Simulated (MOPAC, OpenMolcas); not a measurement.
**How methods differ on C2H5B (SMILES BC=C)**

The species is C2H5B (8 atoms), meant as a singlet with charge 0. As SMILES, `BC=C`. The shape is that of a PBE0-D4/def2-TZVP optimisation.

```jsonl
{"atom": "B", "x (Å)": "-0.6192", "y (Å)": "0.8763", "z (Å)": "-0.6939"}
{"atom": "C", "x (Å)": "0.3220", "y (Å)": "0.2735", "z (Å)": "0.3575"}
{"atom": "C", "x (Å)": "0.4595", "y (Å)": "-1.0543", "z (Å)": "0.4655"}
{"atom": "H", "x (Å)": "-1.2264", "y (Å)": "0.1359", "z (Å)": "-1.4148"}
{"atom": "H", "x (Å)": "-0.7628", "y (Å)": "2.0583", "z (Å)": "-0.8134"}
{"atom": "H", "x (Å)": "0.8974", "y (Å)": "0.8995", "z (Å)": "1.0373"}
{"atom": "H", "x (Å)": "-0.0927", "y (Å)": "-1.7225", "z (Å)": "-0.1894"}
{"atom": "H", "x (Å)": "1.1143", "y (Å)": "-1.5238", "z (Å)": "1.1955"}
```

Quantity: the HOMO–LUMO gap, in eV. The values are calculated.

```tsv
level	kind	program	value (eV)
MNDO	semi-empirical	MOPAC	10.65
HF/6-311+G**	Hartree–Fock	OpenMolcas	11.92
SVWN5/6-311+G**	LDA	OpenMolcas	4.34
BLYP/6-311+G**	GGA	OpenMolcas	4.35
TPSS/6-311+G**	meta-GGA	OpenMolcas	4.56
BHLYP/6-311+G**	global hybrid	OpenMolcas	8.31
B2PLYP/6-311+G**	double hybrid	OpenMolcas	8.53
```

The values span 4.34 to 11.92 eV. Orbital gaps aren't excitation energies, and those of double hybrids come from the SCF part alone; they tend to grow with the share of exact exchange.

The three semilocal functionals nearly coincide, at 4.34 to 4.56 eV, so adding density gradients or the kinetic-energy density barely changes the gap. BHLYP and B2PLYP lie close together at 8.31 and 8.53 eV, and Hartree–Fock is highest at 11.92 eV. This pattern probably arises because nonlocal exchange treats occupied and empty orbitals differently, whereas a semilocal potential acts on both alike.

The coordinates show the BH2 group coplanar with the vinyl unit, which lets the formally empty boron 2p orbital overlap with the C=C π system. The HOMO is therefore probably the C=C π orbital, slightly delocalised towards boron, and the LUMO an in-phase mixture of boron 2p and π*. Such mixing lowers the acceptor level and fits the Lewis acidity expected of a tricoordinate borane. The large spread thus reflects how each method places this π-donor and acceptor pair, not any change in structure or bonding. Without a twisted conformer or a boron-free alkene for comparison, the contribution of conjugation to the gap remains undetermined.
